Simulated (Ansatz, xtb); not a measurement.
**GeH7PSi: which of two isomers lies lower**

Structure a is `[SiH3][GeH2][PH2]`, a singlet and structure b is `P[SiH2][GeH3]`, a singlet. Both are isolated molecules in the gas phase, relaxed with B3LYP/6-31G*; the shapes shown needn't be the lowest conformers.

a (Å):

```yaml
atoms:
  - { symbol: Ge, position_ang: [1.2572, -0.4729, -0.0530] }
  - { symbol: P, position_ang: [-0.4100, -1.8397, 0.9050] }
  - { symbol: Si, position_ang: [0.4871, 1.6438, -0.8899] }
  - { symbol: H, position_ang: [1.6073, 2.4384, -1.4661] }
  - { symbol: H, position_ang: [-0.1344, 2.4283, 0.2120] }
  - { symbol: H, position_ang: [-0.5363, 1.4276, -1.9490] }
  - { symbol: H, position_ang: [2.3398, -0.2682, 1.0385] }
  - { symbol: H, position_ang: [1.9104, -1.3045, -1.1875] }
  - { symbol: H, position_ang: [-0.9839, -0.7953, 1.6885] }
  - { symbol: H, position_ang: [-1.3388, -1.6595, -0.1622] }
```

b (Å):

```xyz
10

Ge   -0.5629   -1.1146   -0.0406
P     1.2991    2.3204   -0.7330
Si    1.4320    0.2103    0.1351
H     0.6949    1.9276   -1.9629
H     0.0539    2.6455   -0.1200
H     1.8162    0.3548    1.5674
H     2.5553   -0.4752   -0.5635
H    -0.3753   -2.5229    0.5763
H    -1.7391   -0.4232    0.6907
H    -0.9677   -1.2908   -1.5243
```

Question: Which of the two would you expect CCSD(T)/def2-TZVP electronic energies to favour?

Answer: Too close to call at this level: CCSD(T)/def2-TZVP gives E(b) − E(a) = +7.60 kJ/mol.

The same difference at several levels:

```tsv
level	geometry	E(b) − E(a) (kJ/mol)	departure from the last row (kJ/mol)	job, with rough time for the two
GFN2-xTB	GFN2-xTB	+39.11	+31.51	optimisation, 0.16 s
HF/STO-3G	GFN2-xTB	+0.27	−7.33	single point, 0.34 s
r2SCAN-D4/def2-SVP	GFN2-xTB	+5.83	−1.77	single point, 2.4 s
B3LYP/6-31G*	B3LYP/6-31G*	+8.89	+1.30	optimisation, 23 s
HF/def2-TZVP	B3LYP/6-31G*	+7.60	0.00	part of the CCSD(T) run
MP2/def2-TZVP	B3LYP/6-31G*	+8.41	+0.81	part of the CCSD(T) run
CCSD(T)/def2-TZVP	B3LYP/6-31G*	+7.60		single point, 34 s
```

As drawn, b has 1 P–Si, 1 Ge–H in place of 1 Ge–P, 1 Si–H.

HF/STO-3G finds them nearly level. The largest departure from CCSD(T)/def2-TZVP is that of GFN2-xTB, 31.51 kJ/mol.

With harmonic frequencies from B3LYP/6-31G* (ideal gas, rigid rotor, one conformer each, 298.15 K, 1 atm): the zero-point term adds −0.40 kJ/mol; ΔH is +6.88 and ΔG +7.38 kJ/mol.

The correlated steps freeze 19 core orbitals; the filled d shell of Ge is correlated, in a basis made for valence electrons. Codes used: Ansatz 0.2.0, xtb 6.7.1; the last row on 2 threads of Intel(R) Xeon(R) 6975P-C (Granite Rapids) on a shared host.

The calculations lean towards a, with phosphorus on germanium, but only slightly. The isomers differ by an exchange of partners: a keeps a Si–H bond and a Ge–P bond where b has Ge–H and P–Si. Silicon generally binds both hydrogen and phosphorus more strongly than germanium does, so the two preferences compete. The positive difference suggests that the gain from Si–H slightly outweighs that from P–Si. Hydrogen and phosphorus have similar electronegativities, so bond polarity gives little extra drive either way.

Hartree–Fock and CCSD(T) agree at +7.60 kJ/mol because the correlation contributions almost cancel between such similar sets of bonds, not because correlation is small in either molecule. GFN2-xTB gets the sign right but greatly exaggerates the preference; since r2SCAN-D4 gives only +5.83 kJ/mol at the same geometries, the fault lies mainly in its energy balance, probably in its element-specific parameters. The net difference doesn't yield individual bond strengths.
